# The Alkemade theorem from three Gibbs–Duhem equations

A ternary liquidus projection is a map of surfaces on which one solid crystallises first. Two such surfaces meet in a boundary curve, along which the liquid L coexists with two solids a and b. The arrows on these curves, which show where the last liquid goes on cooling, can be placed from compositions alone. The rule, named after van Rijn van Alkemade, reads: the temperature on the L + a + b curve has a maximum where the curve meets the straight line through the compositions of a and b (the join), or its extension. It serves for solders, for anorthite-forming glass-ceramic substrates and for the oxide slags used to refine silicon.

## Premises and conventions

1. Three components $i=1,2,3$, constant pressure, no gas phase, no elastic or interfacial energy.
2. L, a and b are in equilibrium, so $T$ and each chemical potential $\mu_i$ are common to them. The phase rule leaves $3-3+1=1$ degree of freedom: the states form a curve, assumed smooth.
3. The liquid is strictly stable against composition fluctuations.
4. The solids have fixed, different compositions (relaxed in step 5).
5. Where the three compositions are collinear, the reaction that forms liquid absorbs heat.

Phase $\phi$ has the mole-fraction vector $\mathbf x^\phi=(x_1^\phi,x_2^\phi,x_3^\phi)$, whose entries sum to one, and entropy $s^\phi$ per component unit (eV/K). Potentials are in eV per component unit. A prime is a derivative with respect to a regular parameter along the curve. Component 3 is chosen so that its corner $\mathbf e_3=(0,0,1)$ is not on the line through a and b.

## Step 1: three equations, four differentials

For each phase $G=\sum_i n_i\mu_i$, while $dG=-S\,dT+\sum_i\mu_i\,dn_i$ at constant pressure. Differentiating the first, subtracting the second and dividing by the number of units gives the Gibbs–Duhem equation

$$s^\phi\,dT+x_1^\phi d\mu_1+x_2^\phi d\mu_2+x_3^\phi d\mu_3=0,\qquad \phi=L,a,b. \tag{1}$$

For a line compound only the sum $\mathbf x^a\cdot\boldsymbol\mu=g^a(T)$ is defined by the solid; the separate $\mu_i$ are those of the liquid. Differentiating that sum with $dg^a/dT=-s^a$ returns (1). Three homogeneous equations in four differentials fix their ratios.

## Step 2: elimination

Move the $d\mu_3$ terms to the right and solve for $dT$ by Cramer's rule. The numerator is $-d\mu_3$ times the determinant with columns $(x_3,x_1,x_2)$. A cyclic shift of three columns is an even permutation, so it equals the determinant with columns $(x_1,x_2,x_3)$:

$$\Delta_3\,dT=-D\,d\mu_3,\qquad D=\begin{vmatrix}x_1^L&x_2^L&x_3^L\\x_1^a&x_2^a&x_3^a\\x_1^b&x_2^b&x_3^b\end{vmatrix},\quad \Delta_3=\begin{vmatrix}s^L&x_1^L&x_2^L\\s^a&x_1^a&x_2^a\\s^b&x_1^b&x_2^b\end{vmatrix}. \tag{2}$$

Adding the first two columns of $D$ to the third turns it into a column of ones. $D$ is therefore twice the signed area of the tie triangle L–a–b in the $(x_1,x_2)$ plane, and it vanishes exactly when the three compositions are collinear.

Both determinants simplify in coordinates adapted to the join. Write

$$\mathbf x^L=\alpha\,\mathbf x^a+\beta\,\mathbf x^b+\gamma\,\mathbf e_3,\qquad \alpha+\beta+\gamma=1, \tag{3}$$

where the sum rule follows from adding the three entries. Here $\gamma$ is the excess of component 3 over the join, negative on the far side. Subtract $\alpha$ times row a and $\beta$ times row b from row L. In $D$ that row becomes $(0,0,\gamma)$; in $\Delta_3$ it becomes $(\sigma,0,0)$ with $\sigma=s^L-\alpha s^a-\beta s^b$. Both expansions give the same minor $m=x_1^ax_2^b-x_2^ax_1^b$, which is nonzero by the choice of component 3. Thus $D=\gamma m$, $\Delta_3=\sigma m$, and

$$\sigma\,dT=-\gamma\,d\mu_3. \tag{4}$$

The entropy zero does not matter. Shifting it by $c_3$ per unit of component 3 sends $\mu_3\to\mu_3-c_3T$ and $\sigma\to\sigma+\gamma c_3$, which leaves (4) intact; shifts for components 1 and 2 cancel in $\sigma$. On the join $\sigma$ takes the reference-free value $\sigma^*$, the entropy of the balanced reaction $\alpha\,a+\beta\,b\to L$. Its Gibbs energy change is zero at equilibrium, so $\sigma^*=\Delta h^*/T^*$, positive by premise 5.

## Step 3: stationarity and its converse

At $\gamma=0$, equation (4) gives $\sigma^*T'=0$, hence $T'=0$.

For the converse, let $H_{ij}=\partial\mu_i/\partial n_j$ be the liquid's Hessian of $G$ at fixed $T$, evaluated for one unit of liquid, and $\bar s_i=-\partial\mu_i/\partial T$ its partial entropies. Along the curve

$$\boldsymbol\mu'=H\,\mathbf x^{L\prime}-\bar{\mathbf s}\,T'. \tag{5}$$

Premise 3 says that $\mathbf v\cdot H\mathbf v>0$ unless $\mathbf v$ is parallel to $\mathbf x^L$, which merely scales the amount of liquid. Suppose $T'=0$ with $D\neq0$. Then (1) reads $\mathbf x^\phi\cdot\boldsymbol\mu'=0$ for three independent vectors, so $\boldsymbol\mu'=0$ and $H\mathbf x^{L\prime}=0$. The entries of $\mathbf x^{L\prime}$ sum to zero, so it cannot be parallel to $\mathbf x^L$ and must vanish. Nothing would then change along the curve, which contradicts regularity. For a strictly stable liquid, $T$ is stationary if and only if $D=0$.

## Step 4: the stationary point is a maximum

Differentiate (1), written as $s^\phi T'+\mathbf x^\phi\cdot\boldsymbol\mu'=0$, once more and set $T'=0$:

$$s^\phi T''+Q_\phi+\mathbf x^\phi\cdot\boldsymbol\mu''=0,\qquad Q_\phi\equiv\mathbf x^{\phi\prime}\cdot\boldsymbol\mu'. \tag{6}$$

Take the L equation minus $\alpha$ times the a equation minus $\beta$ times the b equation. The $\boldsymbol\mu''$ terms cancel because $\mathbf x^L=\alpha\mathbf x^a+\beta\mathbf x^b$ at this point:

$$\sigma^*T''=-\left(Q_L-\alpha Q_a-\beta Q_b\right). \tag{7}$$

For line compounds $Q_a=Q_b=0$. By (5) with $T'=0$, $Q_L=\mathbf x^{L\prime}\cdot H\mathbf x^{L\prime}>0$. Hence $T''<0$: a strict maximum.

$Q_L$ has a simple form. Differentiate (3) and use $\mathbf x^a\cdot\boldsymbol\mu'=\mathbf x^b\cdot\boldsymbol\mu'=0$, which is (1) at $T'=0$. This leaves $Q_L=\gamma'\mu_3'$. Since $Q_L>0$, $\gamma'\neq0$: the curve crosses the join and cannot merely touch it. With $\gamma$ itself as parameter,

$$\left.\frac{d^2T}{d\gamma^2}\right|_*=-\frac{1}{\sigma^*}\left.\frac{d\mu_3}{d\gamma}\right|_*,\qquad \left.\frac{d\mu_3}{d\gamma}\right|_*>0. \tag{8}$$

The signs of $\alpha$ and $\beta$ were never used. If both are positive the liquid lies between the solids, and the point is the eutectic $L\to a+b$ of a quasi-binary section. Each liquidus falls towards it along the join while the boundary curve falls away from it on both sides, so it is a saddle of the liquidus. If $\beta<0$ the liquid lies on the extension beyond a, and the reaction on cooling is the peritectic $L+|\beta|\,b\to\alpha\,a$. The maximum survives as long as $\sigma^*>0$.

**Away from the join.** Define $\Delta s_a=\mathbf x^a\cdot\bar{\mathbf s}-s^a$, the entropy of dissolving a little a in the liquid, and $\Delta s_b$ likewise. Since $s^L=\mathbf x^L\cdot\bar{\mathbf s}$, one has $\sigma=\alpha\Delta s_a+\beta\Delta s_b+\gamma\bar s_3$. Dot (5) with $\mathbf x^{L\prime}=\alpha'\mathbf x^a+\beta'\mathbf x^b+\gamma'\mathbf e_3$, and insert $\mathbf x^a\cdot\boldsymbol\mu'=-s^aT'$, its analogue for b, and $\mu_3'=-\sigma T'/\gamma$. The $\bar s_3$ terms cancel:

$$\mathbf x^{L\prime}\cdot H\mathbf x^{L\prime}=T'\,|\gamma|\left[\Delta s_a\left(\frac{\alpha}{|\gamma|}\right)'+\Delta s_b\left(\frac{\beta}{|\gamma|}\right)'\right]>0. \tag{9}$$

The ratios $\alpha/|\gamma|$ and $\beta/|\gamma|$ are the amounts of a and b dissolved per unit of excess. The bracket is the entropy of the exchange with the solids that carries the liquid along the curve. Where both solids dissolve together with positive entropy, $T$ rises as these ratios grow. By step 3, $T$ is monotonic between crossings of the join line, even if a stable segment ends at an invariant point before it reaches that line.

## Step 5: solids of variable composition

Equations (1) and (2) and step 3 never needed fixed solids, provided $\mathbf x^a$ and $\mathbf x^b$ are the instantaneous corners of the tie triangle. Collinearity still marks the stationary point. In (7), however, stability of the solids now gives $Q_a,Q_b\ge0$. With $\alpha,\beta>0$ these terms oppose $Q_L$, and the extremum becomes a minimum if $\alpha Q_a+\beta Q_b>Q_L$, that is, if the solid compositions respond to the change of potentials more than the liquid does. The maximum is a theorem for line compounds only.

## Range of validity

- Constant pressure and three-phase equilibrium. Glass formation, coring or a suppressed nucleus put the real path elsewhere.
- $\sigma^*>0$. Inverse melting turns the maximum into a minimum, and at $\sigma^*=0$ equation (4) is silent.
- A strictly stable liquid. As a spinodal or critical point is approached $Q_L$ can go to zero and the maximum flattens.
- Negligible solid solubility for the sign; collinearity alone holds in general.
- Two different compositions. For two polymorphs there is no join, $D=0$ everywhere, and the curve is an isotherm.
- The crossing may lie on a metastable continuation of the curve, hidden under a third solid's field.
- Collinearity is the same in mole and mass fractions, but curvatures are not.

## Illustration: anorthite and wollastonite

Take components 1 = CaO, 2 = Al$_2$O$_3$, 3 = SiO$_2$. Anorthite, CaAl$_2$Si$_2$O$_8$, has $\mathbf x^a=(\tfrac14,\tfrac14,\tfrac12)$. The CaSiO$_3$ phase, which on this boundary is the high-temperature form pseudowollastonite, has $\mathbf x^b=(\tfrac12,0,\tfrac12)$. Both are treated as line compounds. Both contain half silica, so the join is the line $x_3^L=\tfrac12$. From (3), $x_3^L=\tfrac12(1-\gamma)+\gamma$, so

$$\gamma=2x_3^L-1,\qquad m=-\tfrac18,\qquad D=-\tfrac18\left(2x_3^L-1\right).$$

This much is exact: the maximum lies at 50 mol % SiO$_2$ on the oxide basis, whatever the melt chemistry. The curvature needs a model.

**Melt model.** Let the liquid be an ideal mixture of four species with fractions $y_A$ (CaAl$_2$Si$_2$O$_8$), $y_W$ (CaSiO$_3$), $y_G$ (Ca$_2$Al$_2$SiO$_7$) and $y_S$ (SiO$_2$), linked by A + W ⇌ G + 2S with a constant $K$ independent of temperature, which means zero reaction enthalpy. The species are bookkeeping devices, not molecules. With constant fusion enthalpies per formula unit, saturation in both solids means

$$y_j=\exp\left[-\frac{\Delta H_j}{k_B}\left(\frac1T-\frac1{T_j}\right)\right]\ (j=A,W),\quad y_Gy_S^2=Ky_Ay_W,\quad y_G+y_S=1-y_A-y_W. \tag{10}$$

Counting G as A + W − 2S, one species unit of melt holds $n_A=y_A+y_G$ anorthite, $n_W=y_W+y_G$ wollastonite and $n_E=y_S-2y_G$ excess silica. The number of oxide units is $N=4n_A+2n_W+n_E$, so $\alpha=4n_A/N$, $\beta=2n_W/N$ and $\gamma=n_E/N$.

Differentiate (10) directly, using $d\ln y_j=\Delta H_j\,dT/k_BT^2$. The mass-action law gives $dy_G/y_G+2\,dy_S/y_S=(\Delta H_A+\Delta H_W)\,dT/k_BT^2$. The sum rule gives $dy_G=-dy_S-(y_A\Delta H_A+y_W\Delta H_W)\,dT/k_BT^2$. Eliminating $dy_G$,

$$\Delta h\,dT=-n_E\,k_BT^2\,d\ln y_S,\qquad \Delta h=n_A\Delta H_A+n_W\Delta H_W. \tag{11}$$

This is (4) multiplied by $NT$, with $\mu_3=\mu_S^\circ+k_BT\ln y_S$ and the partial entropy of silica times $\gamma$ removed from both sides. The model finds the stationary point at $n_E=0$ without being told about the join.

At that point $y_S=2g$ and $y_G=g$, with $3g=1-y_A-y_W$. To first order $T$ is constant, so $dy_G=-dy_S$, $dn_E=3\,dy_S$, $d\gamma=3\,dy_S/N$ and $d\mu_3=k_BT\,dy_S/2g$. Therefore $d\mu_3/d\gamma=k_BT^*N/6g$. With $\sigma^*=\Delta h/NT^*$ and $\gamma=2\delta$, where $\delta=x_3^L-\tfrac12$, equation (8) gives

$$T\simeq T^*-\kappa\,\delta^2,\qquad \kappa=\frac{k_BT^{*2}N^2}{3g\,\Delta h}. \tag{12}$$

**Inputs.** Typical approximate values are $T_A=1826$ K, $\Delta H_A=1.38$ eV, $T_W=1817$ K and $\Delta H_W=0.59$ eV. $K$ is chosen so that the maximum falls at a typical $T^*=1580$ K, so $T^*$ is an input and not a prediction. Unrounded values are carried; three figures are printed so that the arithmetic can be followed, not because the model deserves them.

With $k_BT^*=0.136$ eV, (10) gives $y_A=0.255$, $y_W=0.568$, $g=0.0588$ and $y_S=0.118$, so $K=4g^3/y_Ay_W=5.62\times10^{-3}$. Then $n_A=0.314$, $n_W=0.627$, $N=2.51$ and $\Delta h=0.803$ eV. The lever coefficients are $\alpha=0.500$ and $\beta=0.500$ (equal by accident of the inputs). Both are positive, so the point is a eutectic saddle, at $\mathbf x^L=(0.375,\,0.125,\,\tfrac12)$. Further, $\sigma^*=0.203$ meV/K, or $2.35\,k_B$, per oxide unit and $d\mu_3/d\gamma=0.968$ eV, which give $d^2T/d\gamma^2=-4.78\times10^3$ K and $\kappa=9.56\times10^3$ K.

At each $T<T^*$, equations (10) reduce to the cubic $y_S^2(1-y_A-y_W-y_S)=Ky_Ay_W$, with two positive roots, one on each side of the join:

| $T$ (K) | $x_3^L$, lime side, cubic | parabola (12) | $x_3^L$, silica side, cubic | parabola (12) |
|---|---|---|---|---|
| 1575 | 0.475 | 0.477 | 0.522 | 0.523 |
| 1570 | 0.464 | 0.468 | 0.531 | 0.532 |
| 1550 | 0.433 | 0.444 | 0.555 | 0.556 |

Temperature falls on both sides while $D$ changes sign. The parabola follows the silica side closely; on the lime side the higher-order terms flatten the curve.

**Size of the neglected terms.** If $K$ came from an enthalpy instead, $\varepsilon=-k_BT^*\ln K=0.71$ eV, then $\Delta h$ would gain $g\varepsilon=0.042$ eV and $\kappa$ would drop by 5 %. The heat-capacity jump on melting matters far more. It adds $(\Delta C_j/k_BT)\,[T_j-T-T\ln(T_j/T)]$ to $\ln y_j$ and replaces $\Delta H_j$ by $\Delta H_j-\Delta C_j(T_j-T)$. With approximate typical values $\Delta C_A=0.9$ and $\Delta C_W=0.3$ meV/K, and $K$ chosen again for 1580 K, one finds $y_A=0.286$, $y_W=0.589$, $g=0.0416$, $N=2.57$, $\Delta h=0.707$ eV and $\kappa=1.6\times10^4$ K. The curvature is thus known only to within a factor approaching two, chiefly because $g$ is a small remainder. As typical knowledge, the lime-side branch ends in the eutectic with gehlenite roughly 40 K below the maximum near $x_3^L\approx0.445$, so the constant-enthalpy model of the table falls too slowly on that side, by about half.

The position $x_3^L=\tfrac12$ and the sign of the curvature follow from the theorem. The magnitude is the model's, not the material's: by (12), a melt on the boundary 3 mol % SiO$_2$ off the join coexists with both solids 9 K below the maximum without the heat-capacity terms and 15 K below it with them.